# Skew scattering, side jump and the scaling $\rho_H=a\rho+b\rho^2$

At each **Predict**, commit to an answer before reading on.

## 1. Premises and conventions

1. Electrons of charge $q=-e$ occupy parabolic bands of mass $m$, one for each eigenvalue $s=\pm1$ ($\uparrow,\downarrow$) of $\sigma_z$, with densities $n_s=k_s^3/6\pi^2$ and Fermi-level densities of states per volume $N_s=mk_s/2\pi^2\hbar^2$.
2. The disorder acts through $V(\mathbf r)+\lambda\,\boldsymbol\sigma\cdot(\mathbf k\times\nabla V)$, with $\mathbf k=-i\nabla$ and $\lambda$ in m². The vacuum Pauli term has $\lambda=-\hbar^2/4m_e^2c^2$; in a crystal $\lambda$ is an effective parameter.
3. Only the first order in $\lambda$ is kept ($|\lambda|k_s^2\ll1$). A spin-flip amplitude is of order $\lambda$ and cannot interfere with a spin-conserving one, so it enters rates at order $\lambda^2$. The two spins conduct in parallel.
4. The alloy $A_{1-x}B_x$ is random, with atomic volume $\Omega_0$ and $V=\Omega_0\sum_j\eta_j\,\delta(\mathbf r-\mathbf R_j)$. With the contrast $\delta=\epsilon_B-\epsilon_A$ of site energies, the same for both spins, the deviation from the mean is $\eta_j=(1-x)\delta$ with probability $x$ and $-x\delta$ otherwise. Umklapp processes are ignored.
5. Scattering is weak, $|\xi|\ll1$ with $\xi=\pi N_s\Omega_0\delta$; the mean free path obeys $k_s\ell\gg1$; $T=0$; the ordinary Hall effect is left out.

With $j_i=\sigma_{ij}E_j$, $\sigma_{xx}=\sigma_{yy}=\sigma=1/\rho$ and $\sigma_{yx}=-\sigma_{xy}$, inversion of the tensor for $|\sigma_{xy}|\ll\sigma$ gives

$$\rho_H\equiv\rho_{yx}=E_y/j_x=-\rho_{xy}=\sigma_{xy}\rho^2.\tag{1}$$

**Predict.** How does $\rho_H$ scale with $\rho$ if $\sigma_{xy}\propto1/n_i$, with $n_i$ the impurity density, and how if $\sigma_{xy}\propto n_i^0$?

Since $\rho\propto n_i$, the first case gives $\rho_H\propto\rho$ and the second $\rho_H\propto\rho^2$. We must therefore sort $\sigma_{xy}$ by powers of $n_i$.

## 2. The matrix element

Let $U_{\mathbf Q}=\mathcal V^{-1}\int e^{-i\mathbf Q\cdot\mathbf r}V\,d^3r$ in a volume $\mathcal V$. Because $\nabla\times\nabla V=0$, the operators obey $\mathbf k\times\nabla V=-\nabla V\times\mathbf k$. Integration by parts gives $\langle\mathbf k'|\nabla V|\mathbf k\rangle=i(\mathbf k'-\mathbf k)U_{\mathbf k'-\mathbf k}$, and $-i(\mathbf k'-\mathbf k)\times\mathbf k=i\,\mathbf k\times\mathbf k'$. Hence

$$V_{\mathbf k'\mathbf k}=U_{\mathbf k'-\mathbf k}\,[1+i\phi(\mathbf k,\mathbf k')],\qquad\phi(\mathbf k,\mathbf k')=\lambda s\,\hat{\mathbf z}\cdot(\mathbf k\times\mathbf k').\tag{2}$$

To first order the spin-orbit term is a phase, odd under $\mathbf k\leftrightarrow\mathbf k'$.

Sites are independent and $\langle\eta\rangle=0$, so a product of two or three $U$ survives averaging only when all factors sit on one site. With $\mathcal V/\Omega_0$ sites, and momentum transfers that add to zero, $\langle UU\rangle=\gamma_2/\mathcal V$ and $\langle UUU\rangle=\gamma_3/\mathcal V^2$, where

$$\gamma_2=\Omega_0\langle\eta^2\rangle=\Omega_0\,x(1-x)\delta^2,\qquad\gamma_3=\Omega_0^2\langle\eta^3\rangle=\Omega_0^2\,x(1-x)(1-2x)\delta^3.\tag{3}$$

The cube follows from $x(1-x)^3-(1-x)x^3=x(1-x)[(1-x)^2-x^2]$.

## 3. Skew scattering

The rate is $w_{\mathbf k\to\mathbf k'}=(2\pi/\hbar)\langle|T_{\mathbf k'\mathbf k}|^2\rangle\,\delta(\epsilon_k-\epsilon_{k'})$ with $T=T_1+T_2+\dots=V+VGV+\dots$ and

$$G_{\mathbf q}=\frac{1}{\epsilon_k-\epsilon_q+i0}=\frac{2m}{\hbar^2}\,\mathrm P\frac1{k^2-q^2}-i\pi\delta(\epsilon_k-\epsilon_q).$$

**Predict.** Does second order in $V$ tell left from right?

It does not: $|1+i\phi|^2=1+\phi^2$ is even in $\phi$. Second order gives only the isotropic rate $1/\tau_s=2\pi N_s\gamma_2/\hbar$, which is also the transport rate.

**Predict.** A phase shows only in interference with an amplitude of another phase. Which part of $G$ supplies it?

The third-order term is $2\,\mathrm{Re}\langle T_1^*T_2\rangle$, a closed path $\mathbf k\to\mathbf q\to\mathbf k'\to\mathbf k$:

$$2\,\mathrm{Re}\,\frac{\gamma_3}{\mathcal V^2}\sum_{\mathbf q}G_{\mathbf q}\,[1+i\phi(\mathbf k,\mathbf q)+i\phi(\mathbf q,\mathbf k')-i\phi(\mathbf k,\mathbf k')].$$

The two phases that contain $\mathbf q$ are odd in $\mathbf q$ and vanish in the angular sum. Write $\mathcal V^{-1}\sum G=g'-i\pi N_s$. The real part of $(1-i\phi)(g'-i\pi N_s)$ is $g'-\pi N_s\phi$. The piece $g'$, finite once a band edge cuts off the sum, is symmetric and only renormalises $\gamma_2$. The on-shell piece is antisymmetric. Thus

$$\mathcal V\langle|T|^2\rangle=\gamma_2+sB\,\hat{\mathbf z}\cdot(\hat{\mathbf k}\times\hat{\mathbf k}'),\qquad B_{\rm sk}=-2\pi N_s\gamma_3\lambda k_s^2.\tag{4}$$

This is the skew scattering of Smit, here of third order in $V$.

**Boltzmann equation.** Allow $B$ to depend on the scattering angle $\theta$. Set $f=f_0+(-\partial f_0/\partial\epsilon)\,\mathbf g\cdot\hat{\mathbf k}$ in

$$\frac{q\mathbf E}{\hbar}\cdot\nabla_{\mathbf k}f_0=\sum_{\mathbf k'}\,[w_{\mathbf k'\to\mathbf k}f_{\mathbf k'}-w_{\mathbf k\to\mathbf k'}f_{\mathbf k}].$$

The antisymmetric part of the out-scattering averages to zero over $\hat{\mathbf k}'$. In the in-scattering, $\hat{\mathbf z}\cdot(\hat{\mathbf k}'\times\hat{\mathbf k})=\hat{\mathbf k}'\cdot(\hat{\mathbf k}\times\hat{\mathbf z})$ selects components of $\hat{\mathbf k}'$ normal to $\hat{\mathbf k}$. The two normal directions share $\sin^2\theta$ equally, so the average is $\beta\,\mathbf g\cdot(\hat{\mathbf k}\times\hat{\mathbf z})=\beta\,\hat{\mathbf k}\cdot(\hat{\mathbf z}\times\mathbf g)$ with $\beta=\tfrac12\langle B\sin^2\theta\rangle$. With the Fermi velocity $v_s$,

$$\mathbf g-\frac{s\beta}{\gamma_2}\,\hat{\mathbf z}\times\mathbf g=qv_s\tau_s\mathbf E\quad\Rightarrow\quad\sigma_{yx}^{(s)}=\frac{s\beta}{\gamma_2}\,\sigma_s,\qquad\sigma_s=\frac{n_se^2\tau_s}{m},\tag{5}$$

because for $\mathbf E\parallel\hat{\mathbf x}$ the $y$ component reads $g_y=(s\beta/\gamma_2)g_x$, and the current is parallel to $q\mathbf g$.

For constant $B$, $\langle\sin^2\theta\rangle=2/3$ gives $\beta=B/3$. Inserting $n_s$, $N_s$ and $\tau_s$ gives $\sigma_s=e^2\hbar^3k_s^2/6\pi m^2\gamma_2$. Summing over spins, with $\sigma_{xy}=-\sigma_{yx}$,

$$\rho=\frac{6\pi m^2\gamma_2}{e^2\hbar^3(k_\uparrow^2+k_\downarrow^2)},\qquad\sigma_{xy}^{\rm sk}=\frac{e^2\hbar\lambda\,(k_\uparrow^5-k_\downarrow^5)}{18\pi^2m}\,\frac{\gamma_3}{\gamma_2^2}.\tag{6}$$

The first is Nordheim's rule, $\rho\propto x(1-x)$.

**Predict.** Use (1). What is left of $\gamma_2$?

Nothing:

$$\rho_H^{\rm sk}=\frac{2m^3\lambda\,(k_\uparrow^5-k_\downarrow^5)}{e^2\hbar^5(k_\uparrow^2+k_\downarrow^2)^2}\,\Omega_0^2\,x(1-x)(1-2x)\,\delta^3.\tag{7}$$

At fixed $k_s$ this changes sign at $x=1/2$, where the distribution of $\eta$ is symmetric. Dividing (7) by $\rho$ gives $\rho_H^{\rm sk}=a(1-2x)\rho$ with

$$a=\frac{m\lambda\,\Omega_0\delta\,(k_\uparrow^5-k_\downarrow^5)}{3\pi\hbar^2(k_\uparrow^2+k_\downarrow^2)},\tag{8}$$

which for a single spin-up band is $a=\tfrac23\xi\lambda k_\uparrow^2$. It does not depend on concentration and follows the sign of $\delta$.

## 4. The side jump

**Predict.** The phase in (2) dropped out of the second-order rate. A phase that depends on momentum has another effect on a wave packet. Which?

It displaces it. Let the incoming packet have amplitudes $\propto e^{-i\mathbf k\cdot\mathbf r_0}$, so that its centre is at $\mathbf r_0+\mathbf vt$. In first-order time-dependent perturbation theory, the wave scattered at time $t_c$ by a site at the origin and seen at $(\mathbf r,t)$ has the phase

$$\Phi=\mathbf k'\cdot\mathbf r-\epsilon_{k'}(t-t_c)/\hbar+\phi(\mathbf k,\mathbf k')-\mathbf k\cdot\mathbf r_0-\epsilon_kt_c/\hbar.$$

Stationarity in $\mathbf k$ places the incoming path at $\mathbf r_0+\mathbf vt_c=\nabla_{\mathbf k}\phi$ at the collision. Stationarity in $\mathbf k'$ starts the outgoing path at $\mathbf r-\mathbf v'(t-t_c)=-\nabla_{\mathbf k'}\phi$. With $\nabla_{\mathbf k}\phi=\lambda s\,\mathbf k'\times\hat{\mathbf z}$ and $\nabla_{\mathbf k'}\phi=-\lambda s\,\mathbf k\times\hat{\mathbf z}$, the jump is

$$\Delta\mathbf r=-(\nabla_{\mathbf k}+\nabla_{\mathbf k'})\phi=-\lambda s\,(\mathbf k'-\mathbf k)\times\hat{\mathbf z}.\tag{9}$$

This is the side jump of Berger (1970). It does not depend on the strength of $V$. A second route confirms it: the velocity operator $\hbar^{-1}\partial H/\partial\mathbf k$ contains $(\lambda s/\hbar)\nabla V\times\hat{\mathbf z}$, and $\int\nabla V\,dt=-\hbar(\mathbf k'-\mathbf k)$ reproduces (9).

**First contribution: the jumps add up.** In the steady state collisions remove momentum as fast as the field supplies it, so the mean collisional rate of change of $\mathbf k$ per electron is $-q\mathbf E/\hbar$. Equation (9) is linear in $\mathbf k'-\mathbf k$, so the jumps give the mean velocity

$$\mathbf v_1=\frac{\lambda sq}{\hbar}\,\mathbf E\times\hat{\mathbf z}.$$

More impurities mean more jumps per second but a smaller drift momentum to destroy, and $\tau_s$ cancels.

**Predict.** The electron jumps in a field. What happens to energy conservation in the collision?

**Second contribution: the field does work.** The kinetic energy changes by $q\mathbf E\cdot\Delta\mathbf r$, so by (9) the quantity $\tilde\epsilon_{\mathbf k}=\epsilon_k+\lambda sq\,\mathbf E\cdot(\mathbf k\times\hat{\mathbf z})$ is conserved. Collisions therefore relax the gas towards $f_0(\tilde\epsilon)$ rather than $f_0(\epsilon)$. Since $\mathbf E\cdot(\mathbf k\times\hat{\mathbf z})=-\mathbf k\cdot(\mathbf E\times\hat{\mathbf z})$, the minimum of $\tilde\epsilon$ lies at $\hbar^2\mathbf k_0/m=\lambda sq\,\mathbf E\times\hat{\mathbf z}$. The Fermi sphere is shifted rigidly, and $\mathbf v_2=\hbar\mathbf k_0/m=\mathbf v_1$.

With $\hat{\mathbf x}\times\hat{\mathbf z}=-\hat{\mathbf y}$, the current is $j_y=-2\lambda e^2E_x\sum_ssn_s/\hbar$, that is

$$\sigma_{xy}^{\rm sj}=\frac{2e^2\lambda}{\hbar}\,(n_\uparrow-n_\downarrow),\tag{10}$$

independent of $n_i$ and of $\delta$.

**Does the coupling of the spin to $\mathbf E$ change this?** If the spin-orbit term comes from projection on one band, every potential acts at the physical position $\mathbf r+\mathbf A$ with $\mathbf A=-\lambda s\,\mathbf k\times\hat{\mathbf z}$, since $\nabla V\cdot\mathbf A$ is the term of premise 2. The jump gains the change of $\mathbf A$ and is twice (9), so both contributions double. The band also acquires the Berry curvature $\nabla_{\mathbf k}\times\mathbf A=2\lambda s\,\hat{\mathbf z}$ and with it the Karplus–Luttinger velocity $-(q\mathbf E/\hbar)\times2\lambda s\,\hat{\mathbf z}=-2\mathbf v_1$. The count $2+2-2$ equals $1+1$, and (10) stands.

## 5. A rival of the same order: skew scattering on pairs

**Predict.** By (5), $\sigma_{xy}\propto\beta/\gamma_2^2$. What would a term $\beta\propto\gamma_2^2$ give?

A Hall conductivity of order $n_i^0\delta^0$, like (10). Such terms arise at fourth order in $V$, from two different sites. Let $\mathbf K=\mathbf k+\mathbf k'$ and $\mathbf D=\mathbf k'-\mathbf k$, so that $\mathbf K\times\mathbf D=2\,\mathbf k\times\mathbf k'$. In uncrossed pairings each phase meets its negative. Two crossed pairings remain; sums below include $1/\mathcal V$.

*From $|T_2|^2$*, the sites visited in opposite order. The intermediate states are $\mathbf q,\mathbf q'=\mathbf K/2\pm\mathbf P$. As $\phi(\mathbf k,\mathbf q)+\phi(\mathbf q,\mathbf k')=\lambda s\,\hat{\mathbf z}\cdot(\mathbf q\times\mathbf D)$, the net phase is $2\lambda s\,\hat{\mathbf z}\cdot(\mathbf P\times\mathbf D)$, and the term is $-2\gamma_2^2\lambda s\,\hat{\mathbf z}\cdot(\mathbf J\times\mathbf D)$ with $\mathbf J=\sum\mathbf P\,\mathrm{Im}[G_{\mathbf q}G^*_{\mathbf q'}]$. The two on-shell pieces are equal under $\mathbf P\to-\mathbf P$, so $\mathbf J=-2\pi\sum\mathbf P\,\delta(\epsilon_k-\epsilon_q)\,\mathrm{Re}\,G_{\mathbf q'}$, which points along $\mathbf K$ by symmetry. On shell $k^2-q'^2=2\mathbf q\cdot\mathbf K-K^2=2\mathbf P\cdot\mathbf K$, so $\mathbf J=-2\pi N_s(m/\hbar^2)\mathbf K/K^2$. The term is $4\pi N_s\gamma_2^2(2m/\hbar^2)\,\phi(\mathbf k,\mathbf k')/K^2$.

*From $2\,\mathrm{Re}\,T_1^*T_3$*, the path $\mathbf k\to\mathbf p\to\mathbf p+\mathbf D\to\mathbf k'$ with the middle scattering paired to $T_1^*$. The net phase is $2\lambda s\,\hat{\mathbf z}\cdot(\mathbf p\times\mathbf D-\mathbf k\times\mathbf k')$. Its first part is odd about $\mathbf p=-\mathbf D/2$, where $G_{\mathbf p}G_{\mathbf p+\mathbf D}$ is even, and drops. The term is $4\gamma_2^2\,\phi(\mathbf k,\mathbf k')\,\mathrm{Im}\sum G_{\mathbf p}G_{\mathbf p+\mathbf D}$. With $D=2ku$, $u=\sin(\theta/2)$, and $\mu$ the cosine between $\mathbf p$ and $\mathbf D$,

$$\mathrm{Im}\sum GG=2\pi N_s\frac{2m}{\hbar^2}\,\frac12\,\mathrm P\!\!\int_{-1}^1\!\frac{d\mu}{2kD\mu+D^2}=2\pi N_s\frac{2m}{\hbar^2}\,\frac{1}{8k^2u}\ln\frac{1+u}{1-u}.$$

Adding the two, with $K^2=2k^2(1+\cos\theta)$, gives $\beta=2\pi N_s\gamma_2^2\lambda(2m/\hbar^2)\,C$, where

$$C=\Big\langle\sin^2\theta\Big[\frac1{2(1+\cos\theta)}+\frac1{4u}\ln\frac{1+u}{1-u}\Big]\Big\rangle=\frac12+2\int_0^1\!u^2(1-u^2)\ln\frac{1+u}{1-u}\,du.$$

Here $\langle\cdot\rangle=\int_0^12u\,du$ and $\sin^2\theta=4u^2(1-u^2)$. The second part is $(1+8\ln2)/15=0.436$, so $C=(17+16\ln2)/30=0.936$. Since $2\pi N_s\gamma_2=\hbar/\tau_s$, we have $\beta/\gamma_2=2m\lambda C/\hbar\tau_s$, and (5) gives $\sigma_{xy}^{\rm pair}=-C\,\sigma_{xy}^{\rm sj}$. For point scatterers in a parabolic band the pairs cancel all but the fraction $1-C=0.064$ of the side jump. The number $C$ belongs to this form of potential and band; the power $n_i^0$ does not depend on them.

## 6. The scaling law

Vary $\rho$ through the concentration of one solute, with $\rho\simeq\rho_1x$ for $x\ll1$. Equations (1), (7), (8), (10) and Section 5 give

$$\rho_H=a\rho+b\rho^2,\qquad b=(1-C)\,\frac{2e^2\lambda}{\hbar}(n_\uparrow-n_\downarrow)-\frac{2a}{\rho_1}.\tag{11}$$

**Predict.** Where does the last term come from, and is it small?

It is the factor $1-2x$ with $x=\rho/\rho_1$. For one spin band, (6), (8) and (10) give its ratio to $\sigma_{xy}^{\rm sj}$ as $-2\epsilon_F/3\delta$, with $\epsilon_F=\hbar^2k_\uparrow^2/2m$. This exceeds unity in magnitude when $|\delta|<2\epsilon_F/3$. Any other drift of $a$ linear in $x$, such as a change of $k_s$, feeds $b$ in the same way, and single-site terms of fourth order correct this part by the relative amount $\Omega_0\delta g'$ times a number of order one. The form of (11) is robust, but a fitted $b$ does not isolate the side jump. The local exponent is

$$p=\frac{d\ln\rho_H}{d\ln\rho}=\frac{a+2b\rho}{a+b\rho},$$

which for $a/b>0$ rises from 1 to 2 around $\rho^*=a/b$.

## 7. Range of validity

- **Order in $\lambda$.** $|\lambda|k_s^2\ll1$; beyond it spin flips mix the channels.
- **Born expansion.** $|\xi|\ll1$ for the $\delta^3$ law. Strong scatterers change $a$ and $C$, but single-site scattering keeps $\beta\propto n_i$, so the powers of $n_i$ survive.
- **Metallic regime.** $k_s\ell\gg1$. The $b$ term is itself one order in $1/k\ell$ below the $a$ term: for one band $\sigma_{xy}^{\rm sj}\rho=2\lambda k_\uparrow^2/k_\uparrow\ell$. At $k\ell\sim1$ the expansion fails.
- **One kind of solute.** Two solutes have different $a$, and $\rho_H$ is then no function of $\rho$ alone.
- **Temperature.** Harmonic phonons with linear coupling, treated as quasi-static disorder, add to $\gamma_2$ but not to $\gamma_3$. By (7) the skew term stays $a\rho_0$, with $\rho_0$ the residual part. The spin density must be saturated, so $T$ must lie far below the Curie point, for iron 1043 K (compiled value, Brännvall 2024).
- **Host bands.** In a $d$-band metal the Berry curvature varies strongly over the zone. The intrinsic term (Karplus and Luttinger, 1954) is then not tied to the jumps as in Section 4, and adds to $b$ a constant of its own.

## 8. Illustration: dilute Fe–Si

Inputs: bcc lattice constant approximately $2.87\times10^{-10}$ m; spin moment of iron 2.13 $\mu_B$ per atom (compiled value, Ekholm 2018), its dilution by a few per cent of Si being ignored. Then $\Omega_0=1.182\times10^{-29}$ m³ and $|n_\uparrow-n_\downarrow|=2.13/\Omega_0=1.80\times10^{29}$ m⁻³. One fully polarised parabolic band carrying this density has $k=2.20\times10^{10}$ m⁻¹.

**Predict.** Iron and its dilute alloys typically have $b$ near $10^5$ S/m. Can (10) supply it?

With the vacuum value $|\lambda|=3.73\times10^{-26}$ m², (10) gives 3.3 S/m. Choosing $\lambda$ so that (10) returns $1.0\times10^5$ S/m requires $|\lambda|=1.14\times10^{-21}$ m², larger by the factor $3.1\times10^4$. With $\hat{\mathbf z}$ along the magnetisation the majority electrons have $s=-1$, so a positive $b$ needs $\lambda<0$ in (10). This choice gives $|\lambda|k^2=0.55$, which is not small, and dividing by $1-C$ to allow for pairs raises it to about 9. The resistivity is also out of reach. An $s$-wave cross-section cannot exceed $4\pi/k^2$, and $\rho=\hbar kn_i\Sigma/ne^2$ for cross-section $\Sigma$ and carrier density $n$, so $\rho_1\le4\pi\hbar/(2.13\,e^2k)=1.1\times10^{-6}$ Ω m. A typical slope for Si in Fe is $6\times10^{-6}$ Ω m (6 μΩ cm per atomic per cent), about 5 times this ceiling. The one-band model fixes the form of the law, not the coefficients of iron.

We therefore take the total $b=1.0\times10^5$ S/m and $\rho_1=6\times10^{-6}$ Ω m as typical inputs, and $a=2\times10^{-3}$ as an illustrative skew angle. All three are chosen to reproduce the nearly quadratic behaviour typical of Fe–Si. For the single majority band ($s=-1$, $k_\uparrow=0$), (8) gives $a=-\tfrac23\xi\lambda k^2$, so this $a$ needs $\xi\lambda k^2=-\tfrac32a=-3.0\times10^{-3}$. For an assumed $|\xi|=0.3$ this means $|\lambda|k^2=0.010$, and (10) gives $1.8\times10^3$ S/m in magnitude, a small part of the chosen $b$. The same $\xi$ also fixes the model's resistivity: (6) is equivalent to $\Sigma=4\pi\xi^2/k^2$, so $\rho_1$ is $\xi^2$ times the ceiling above, $9.9\times10^{-8}$ Ω m, a factor 61 below the typical slope. With this value $-2a/\rho_1=-4.0\times10^4$ S/m, which is 22 times (10) in magnitude, as the ratio $-2\epsilon_F/3\delta$ of Section 6 requires for $|\delta|/\epsilon_F=0.030$. This term is about 40 per cent of the chosen $b$ in size but has the opposite sign, so the model's own $b$ for these inputs is negative. The typical $\rho_1$ would need $|\xi|=2.3$ in the Born formula, outside the range of validity. The one-band model therefore neither supplies the chosen $b$ nor tells how it divides among the mechanisms. The usual view is that the intrinsic term of the host bands is the larger part in iron.

The crossover lies at $\rho^*=2.0\times10^{-8}$ Ω m. With $\rho=\rho_1x$:

| $x$ | $\rho$ ($10^{-8}$ Ω m) | $b\rho$ | $\rho_H$ ($10^{-9}$ Ω m) | $p$ |
|---|---|---|---|---|
| 0.01 | 6 | 0.006 | 0.48 | 1.75 |
| 0.03 | 18 | 0.018 | 3.6 | 1.90 |
| 0.05 | 30 | 0.030 | 9.6 | 1.94 |

At $x=0.05$ the Hall angle $a+b\rho$ is 0.032, and its square, neglected in (1), is $1.0\times10^{-3}$. The model's Hall resistivity there, $9.6\times10^{-9}$ Ω m, and its exponent 1.94 follow from inputs chosen for typical behaviour and are no independent prediction for Fe–Si. What the derivation adds is the reason for the trend: once $\rho$ exceeds $\rho^*$ several times, the terms of order $n_i^0$ in $\sigma_{xy}$ outweigh the skew term, which falls as $1/n_i$.